Notes on decay-associated and evolution-associated spectra: limits, scaling, and numbers for the S1 → T1 crossing in benzophenone

Conventions. ΔA(ν,t) is absorbance with pump minus absorbance without, at magic angle, so excited-state absorption is positive. Populations are normalised to one excited molecule. I write D1, D2 for the decay-associated spectra (DAS) and E_A, E_B for the evolution-associated spectra (EAS). Times are in ps unless marked, band positions in cm⁻¹.

1. The two bases

The scheme is A → B → ground with first-order rate constants k1, k2, all of A going to B, and only A present at t = 0. From dc_A/dt = −k1 c_A and dc_B/dt = k1 c_A − k2 c_B,

c_A = exp(−k1t), c_B = m [exp(−k2t) − exp(−k1t)], m = k1/(k1 − k2).

I assume separability, ΔA = E_A(ν) c_A(t) + E_B(ν) c_B(t), and collect exponentials into ΔA = D1 exp(−k1t) + D2 exp(−k2t):

D1 = E_A − m E_B, D2 = m E_B,
E_A = D1 + D2, E_B = (1 − k2/k1) D2.

A negative D1 marks a rise with rate k1. The instrument response is a normalised Gaussian G(t) of standard deviation s, with FWHM = 2√(2 ln 2) s = 2.355 s. Completing the square, −ku − (t − u)²/2s² = −[u − (t − ks²)]²/2s² − kt + k²s²/2, and integrating over u > 0 gives

g(t;k) = ∫₀^∞ exp(−ku) G(t − u) du = ½ exp(−kt + k²s²/2) erfc[(ks² − t)/(s√2)].

Convolution is linear and acts on time only, so each exponential is replaced by its g and the relations between D and E are untouched. One identity does much of the work below: dg/dt = −k g + G(t).

2. Dimensionless groups and inputs

With time zero shifted away, the problem holds five times: t, 1/k1, 1/k2, s and the delay window T. That leaves four groups, which I take as k1t, r = k2/k1, κ1 = k1s and k1T; then κ2 = rκ1, k2T = r k1T and m = 1/(1 − r). The spectra enter linearly, so the only amplitude group is the relative noise ε. The DAS–EAS map depends on r alone, the response enters through κ alone, and T and ε decide what can be determined.

Inputs, typical or approximate values rather than measurements. A is S1, pumped directly in the weak nπ* band, B is T1. 1/k1 = 10 ps, typical for solution at room temperature. 1/k2 = 200 ns, typical of oxygen quenching in air-saturated acetonitrile, with 10 μs as a deaerated alternative. Response FWHM 0.15 ps, T = 2 ns. Then k1 = 0.1 ps⁻¹, k2 = 5×10⁻⁶ ps⁻¹, s = 0.0637 ps and

r = 5×10⁻⁵, κ1 = 0.00637, κ2 = 3.2×10⁻⁷, k1T = 200, k2T = 0.01.

For spectra I use two Gaussians in wavenumber, both of standard deviation w = 1000 cm⁻¹ (FWHM 2355 cm⁻¹): S1 at 17550 cm⁻¹ (570 nm) with height a = 0.6, T1 at 19050 cm⁻¹ (525 nm) with height 1. The positions are chosen to be typical; a and w are illustrative. The ground state does not absorb here, so there is no bleach, and I neglect stimulated emission from the weakly allowed nπ* state.

3. The rate ratio r

Small r. m = 1 + r + r² + …, so D2 = E_B(1 + r) and D1 = E_A − E_B(1 + r) to first order. The slow DAS becomes the spectrum of B. The fast DAS does not become the spectrum of A; it tends to the difference E_A − E_B however well the rates are separated. B peaks where k1c_A = k2c_B, at t* = ln(k1/k2)/(k1 − k2), with height r^(r/(1−r)) ≈ 1 − r ln(1/r). Here t* = 99.0 ps and the height falls short of 1 by 5.0×10⁻⁴, larger than r by the logarithm, 9.9.

What D1 looks like for the model bands: with separation Δ = 1500 cm⁻¹, setting D1 = 0 and taking logarithms gives

ν0 = (ν_S + ν_T)/2 + (w²/Δ) ln(a/m).

With w²/Δ = 667 cm⁻¹ and midpoint 18300 cm⁻¹ the shift is −341 cm⁻¹ and ν0 = 17959 cm⁻¹ (557 nm). The isosbestic point of the S1 → T1 step is the same expression at m = 1 and lies only (w²/Δ) r = 0.03 cm⁻¹ away. The extrema of D1, found numerically, are +0.39 at 17043 cm⁻¹ (587 nm) and −0.84 at 19287 cm⁻¹ (518 nm). The positive lobe sits 507 cm⁻¹ to the red of the S1 maximum and the negative one 237 cm⁻¹ to the blue of the T1 maximum. I must not read band positions off D1; E_A = D1 + D2 restores them.

Large r. Now m = −1/(r − 1) ≈ −(1/r)(1 + 1/r), D1 = E_A + E_B/(r − 1), D2 = −E_B/(r − 1). B is a quasi-steady intermediate with peak population (1/r)(1 − ln r/r + …). Its signal rises with the faster rate k2 and falls with k1. The slow DAS is E_A with a 1/r admixture, and recovering E_B multiplies D2, and its noise, by 1 − r.

r near 1. Put k̄ = (k1 + k2)/2 and δ = k1 − k2. Then m = k1/δ diverges, and |m| < 2 needs r < 1/2 or r > 3/2, which I take as the crossover. The data stay finite:

ΔA = exp(−k̄t) [E_A cosh(δt/2) + Q sinh(δt/2)/(δ/2)], Q = k1E_B − δE_A/2,
c_B = k1t exp(−k̄t) [1 + (δt)²/24 + …].

The two DAS are large mirror images whose sum is E_A. The noise behaves the same way. For a linear fit at fixed rates, uniform sampling with step Δt, noise variance η² per point, s → 0 and T → ∞, the covariance of (D1, D2) is η²Δt times the inverse of the overlap matrix 1/(k_i + k_j). Its determinant is (k1 − k2)²/[4k1k2(k1 + k2)²], and in units of η²Δt

var D1 = 2k1 [(1 + r)/(1 − r)]², var D2 = 2k2 [(1 + r)/(1 − r)]²,
var E_A = 2(k1 + k2), var E_B = 2k2(1 + r)².

A lone exponential has variance 2k, so each DAS carries a noise factor (1 + r)/|1 − r|, while both EAS stay finite through r = 1. The divergence belongs to the basis.

The rates are another matter. Both time functions in the bracket are even in δ, so δ shows in the data at second order only. The leading departure from the degenerate pair exp(−k̄t), t exp(−k̄t) is δ² exp(−k̄t) [E_A t²/8 + Q t³/24], with Q ≈ k̄E_B. The first term peaks at k̄t = 2 with 0.068 (δ/k̄)² E_A and the second at k̄t = 3 with 0.056 (δ/k̄)² E_B, so both count, and they partly cancel where the two amplitudes differ in sign. For E_A = E_B = 1 the sum is largest at k̄t = √6, where it equals 0.118 (δ/k̄)². Setting this against a noise level ε after averaging gives |δ|/k̄ > 2.9 √ε: the resolvable splitting scales as the square root of the noise, 0.092 at ε = 10⁻³. The condition is necessary only. Refitting the two amplitudes absorbs part of the departure: with weight exp(−2k̄t) the fraction of the norm of the bracket orthogonal to 1 and t is √(936/3024) = 0.56, which raises the threshold by a factor 1.3 to roughly 0.12, and a free k̄ absorbs more.

4. The response group κ = ks

Small κ. For t − ks² ≫ s the erfc tends to 2 and g → exp(κ²/2) exp(−kt). A tail fit with bare exponentials counted from the true time zero returns each DAS too large by exp(κ²/2), an excess of 2.0×10⁻⁵ for k1. The excess reaches 1 % at κ = 0.14, a lifetime of 3.0 FWHM or 0.45 ps. An illustrative precursor of 0.1 ps would have κ = 0.637 and a factor 1.22.

Near the pulse the corrections are first order. At t = 0, g = ½ − κ/√(2π) + κ²/4 + …, which is 0.4975 for S1. The maximum has kg = G; with g ≈ 1 this gives t/s = τ ≈ √{2 ln[1/(κ√(2π))]} = 2.88, or 0.18 ps. The height loses κτ by decay and about κ/τ from the part of the Gaussian that has not yet arrived, so g ≈ 1 − κ(τ + 1/τ) = 0.979 against 0.980 from the full function. At that delay the T1 population is already 0.018. The best raw early spectrum therefore holds close to 2 % triplet, whereas E_A is extrapolated free of it. An offset of time zero also acts at first order: counting a tail fit from a time Δ0 late turns D1 + D2 into the spectrum at Δ0, E_A − k1Δ0(E_A − E_B), and 50 fs of uncorrected chirp gives k1Δ0 = 5×10⁻³.

Large κ. Iterating g = (G − dg/dt)/k gives g = G/k − G′/k² + G″/k³ − …, an asymptotic series that holds for |t| ≪ ks²; at t = 0 it reads g = [1 − 1/κ² + 3/κ⁴ − …]/(κ√(2π)). The profile follows the pulse with area 1/k, and the exponential tail takes over only near t = ks², where the erfc argument changes sign. Cumulants add under convolution: mean 1/k, variance s² + 1/k², third cumulant 2/k³. The mean is confounded with time zero and the variance with s, so when both are fitted the first evidence of k is the skewness 2/(1 + κ²)^(3/2), which falls as κ⁻³. What survives is the ratio D/k. The crossover is κ ≈ 1, a lifetime of FWHM/2.355, where g(0) = 0.26.

Nanosecond flash photolysis puts the same molecule on this side. With FWHM 5 ns, s = 2.12 ns, κ1 = 212 and κ2 = 0.0106. The S1 population never exceeds 1/(κ1√(2π)) = 1.9×10⁻³, the triplet rise is the integrated pulse delayed by 10 ps, and the tail factor on D2 is 1 + 5.6×10⁻⁵. One component is seen and it is E_B. In code, κ1²/2 ≈ 2×10⁴ overflows the exponential while erfc underflows, so for positive argument x I evaluate ½ exp(−t²/2s²) times the scaled function exp(x²) erfc(x), with x = (ks² − t)/(s√2).

5. The window groups kT

If k1T ≪ 1 the trace is a straight line and yields only E_A and the initial slope k1(E_B − E_A); rate and product spectrum cannot be separated. S1 is down to 1 % at T = ln(100)/k1 = 46 ps, so 2 ns is ample.

For the triplet k2T = 0.01 and the signal drops by 1.0 % across the window. The standard deviation of a slope from N evenly spaced points of relative noise ε is ε√12/(T√N), so k2 becomes visible when k2T exceeds ε√(12/N). With illustrative ε = 0.01 and N = 100 that is 3.5×10⁻³. The relative uncertainty of k2 is then 0.35 for 200 ns and 17 for 10 μs (k2T = 2×10⁻⁴), which means undetermined. A 1 % drift of beam overlap along the delay line would mimic the whole effect. Little of this reaches the map itself, since 1 − r changes by 5×10⁻⁵ if k2 is doubled. It does reach D2: fixing k2 = 0 makes the offset fit roughly the window average [1 − exp(−k2T)]/(k2T) ≈ 1 − k2T/2 for even sampling, low by 5×10⁻³. That bias exceeds r by k1T/2 = 100.

6. What the fit cannot decide

In matrix form the data are C Sᵀ, time profiles times spectra. For any invertible R, (C R)(R⁻¹Sᵀ) is the same matrix, so the residuals are identical. DAS and EAS are two choices of R; the fit fixes the rates as a set, the DAS that go with them, and nothing about the scheme. For two components R has four entries, two scalings and two mixings. The cases that matter here follow.

Swapped order. A′ → B′ with rates k2 then k1 fits exactly, with E_A′ = E_A and E_B′ = (1 − 1/r) D1 = E_A + (E_B − E_A)/r. With no bleach or gain the spectra must be non-negative, and E_B′ < 0 wherever E_B/E_A < 1 − r. At 570 nm the model has E_B = 0.325 and a ratio 0.54, so the swap is excluded there for r < 0.46. At 1/r = 2×10⁴, E_B′ = −5.5×10³, which is absurd.

Branching. If only a fraction φ of A goes to B at total rate k1, then E_B = φS_B, with S the species spectrum. The triplet yield of benzophenone is typically taken as close to 1, but each per cent of loss is a per cent in the amplitude, far above r. If a fraction f of B is formed within the pulse, E_A = (1 − f)S_A + f S_B and E_B = (1 − f r) S_B.

Thermal back-crossing. With K = k₋₁/k1 and k2 → 0, the slow component is the equilibrium mixture, E_B = (S_B + K S_A)/(1 + K). I estimate K ≈ ⅓ exp(−ΔE/k_BΘ), with Θ the temperature, ⅓ from spin degeneracy and equal vibrational partition functions assumed. For an approximate gap of 2000 cm⁻¹ and k_BΘ = 207 cm⁻¹ at 298 K, K = 2×10⁻⁵, changing by a factor 4 for 300 cm⁻¹ in the gap. This rivals r, so the O(r) terms of section 3 have no meaning for the species spectra without it.

Triplet–triplet annihilation. A 10 mOD signal with an approximate absorption coefficient of 6500 M⁻¹ cm⁻¹ over 1 mm means 1.5×10⁻⁵ M of triplet. A typical near-diffusional 10¹⁰ M⁻¹ s⁻¹ gives an initial rate 1.5×10⁵ s⁻¹. That is 0.03 of k2 in the aerated case but 1.5 times k2 in the deaerated one, where the late decay is then not exponential.

An intermediate. S1 and T1 are both mainly nπ*, so by El-Sayed's rule direct spin–orbit coupling is weak, and routes through a nearby ππ* triplet are discussed. Take S1 → X → T1 with T1 stable in the window. Since c_T = 1 − c_S − c_X, the signal is E_T + (E_S − E_T)c_S + (E_X − E_T)c_X, and all two-rate results apply to spectra measured from E_T. With approximate inputs of 6.5 ps and 10 ps, r = 0.65, inside the crossover: m = 2.86, DAS noise factor 4.7, δ/k̄ = 0.42, second-order signature 0.021 for unit amplitudes of equal sign, peak population of X 0.45. For such amplitudes the splitting is about three times the rough threshold at ε = 10⁻³. The swapped order gives E_X′ = E_S + 1.54(E_X − E_S), which can be a plausible spectrum, so positivity is a much weaker test of the order here.

Vibrational cooling produces the same kinetics. Let each triplet be born with its band shifted to the red by δ0 and relax at rate k_c from its birth. To first order the extra signal is δ0 S_T′(ν) ∫₀ᵗ k1 exp(−k1u) exp[−k_c(t − u)] du, and the integral is c_B with k2 replaced by k_c. So hot T1 is an X with E_X − E_T = δ0 S_T′. The steepest slope of the band is exp(−½)/w, and an illustrative δ0 = 200 cm⁻¹ gives 0.12 of the T1 height; the second-order term is (δ0/w)²/2 = 0.02. Cooling in solution typically takes of order 10 ps. With the two times above the actual signal peaks at 0.05, while both fast DAS carry derivative-shaped lobes of m × 0.12 = 0.35, the same size as the 0.39 lobe of section 3. A derivative shape of E_X − E_T points to cooling; the rates alone cannot separate hot T1 from an electronic intermediate.

7. Ranking for the femtosecond experiment

Relative size of each correction in the model:
tail factor κ1²/2: 2.0×10⁻⁵
back-crossing K: 2×10⁻⁵
rate ratio r: 5×10⁻⁵
triplet peak deficit r ln(1/r): 5.0×10⁻⁴
time-zero offset k1Δ0 in a tail fit: 5×10⁻³
fixing k2 = 0: 5×10⁻³
triplet in the raw early spectrum: 0.018
cooling term in E_X − E_T: 0.12

In the two-state picture the molecule lies deep in the corner r ≪ 1, κ1 ≪ 1, k1T ≫ 1, k2T ≪ 1, where D2 = E_B and D1 = E_A − E_B to well under a per cent. The limit on interpretation comes from a third component near 10 ps, which moves the problem to r of order 1. All these numbers are the model's. The lifetimes and band centres were chosen to reproduce typical behaviour, and the crossing time typically varies by up to about a factor of two with solvent and pump wavelength, which rescales r and κ1 in proportion and leaves the regime unchanged. The isosbestic point at 557 nm, the lobe positions and the cooling amplitude rest on the illustrative a, w and δ0 and are not predictions for benzophenone.